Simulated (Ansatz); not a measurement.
## A series in volume scale on Ga

Periodic Kohn-Sham DFT of a crystal at fixed atoms, scaled to volume_scale times the given cell; pressure positive in compression, energy less spherical unpolarised free atoms, largest_vzz the field gradient of largest size among the nuclei. The results are calculated, by Ansatz 0.2.0.

The cell before it is scaled or strained (space group Cmce, No. 64):
```
Ga
1.0
      2.2553    -3.8224     0.0000
      2.2553     3.8224     0.0000
      0.0000     0.0000     4.5167
Ga
4
Direct
  0.15250 0.84750 0.07850
  0.65250 0.34750 0.42150
  0.84750 0.15250 0.92150
  0.34750 0.65250 0.57850
```

Settings of every row: method all-electron LAPW; functional PBEsol; relativity scalar; k mesh 9x9x8; filling fermi-dirac; smearing width 0.05 eV; basis error target 1 meV/atom; nucleus gaussian.

Atom start moment: 0 on all atoms.

```csv
row,volume scale,V (Å³/atom),energy less free atoms (eV/atom),pressure (GPa)
1,0.94,18.3,-3.3255,2.808
2,0.96,18.691,-3.3305,1.31
3,0.98,19.079,-3.332,-0.004
4,0.99,19.275,-3.3317,-0.603
5,1,19.469,-3.3306,-1.166
6,1.01,19.664,-3.3288,-1.698
7,1.02,19.859,-3.3265,-2.198
8,1.04,20.248,?,?
9,1.06,20.637,-3.3114,-3.898
```

Question: what energy less free atoms and pressure should row 8 give?

Worked fit of energy less free atoms. Take u = (V_r/V)^(2/3) − 1 with V_r = 19.372 Å³ an atom, which is twice the finite (Eulerian) strain; such expansions in the strain, on which the Birch-Murnaghan equation of state is built, carry the rest volume and the bulk modulus. The shown rows have u = 0.03868, 0.02414, 0.01021, 0.00335, -0.00332, -0.00992, -0.01642, -0.04129. Least squares give energy less free atoms = −3.33121 − 0.1568 × u + 7.837 × u² eV/atom; a straight line predicts inner rows, each left out in turn, worse (root mean square 0.0038 against 6.5e-05 eV/atom). The rows lie off it by 0.0000, -0.0001, 0.0000, -0.0001, 0.0000, 0.0001, 0.0000, 0.0000. Its lowest point lies at u = 0.0100, or V = 19.08 Å³ an atom, and the curvature there gives the bulk modulus at fixed shape and fractions, B = (4/9)(1 + u)² E″(u)/V = 59.7 GPa. Letting shape and atoms relax would as a rule lower it, by much in layered, chain or molecular crystals. The withheld row has u = -0.02905, so the fit gives −3.33121 − 0.1568 × (-0.02905) + 7.837 × (-0.02905)² = -3.3200 eV/atom.

The calculation gave -3.32 eV/atom. The fit meets it to the printed digit.

Worked fit of pressure. Take u = (V_r/V)^(2/3) − 1 with V_r = 19.372 Å³ an atom, which is twice the finite (Eulerian) strain; such expansions in the strain, on which the Birch-Murnaghan equation of state is built, carry the rest volume and the bulk modulus. The shown rows have u = 0.03868, 0.02414, 0.01021, 0.00335, -0.00332, -0.00992, -0.01642, -0.04129. Least squares give pressure = −0.8909 + 84.13 × u + 285.68 × u² + 293 × u³ GPa; a parabola predicts inner rows, each left out in turn, worse (root mean square 0.0049 against 0.0024 GPa). The rows lie off it by 0.000, -0.001, -0.002, 0.003, 0.001, 0.000, -0.001, 0.000. The pressure vanishes at u = 0.0102, or V = 19.08 Å³ an atom, and there the bulk modulus at fixed shape and fractions is B = −V dP/dV = (2/3)(1 + u) dP/du = 60.7 GPa. Letting shape and atoms relax would as a rule lower it, by much in layered, chain or molecular crystals. The withheld row has u = -0.02905, so the fit gives −0.8909 + 84.13 × (-0.02905) + 285.68 × (-0.02905)² + 293 × (-0.02905)³ = -3.101 GPa.

The calculation gave -3.105 GPa. The fit lies 0.004 GPa (0.06 % of the column's range) above it; its largest miss of a shown row is 0.003 GPa.
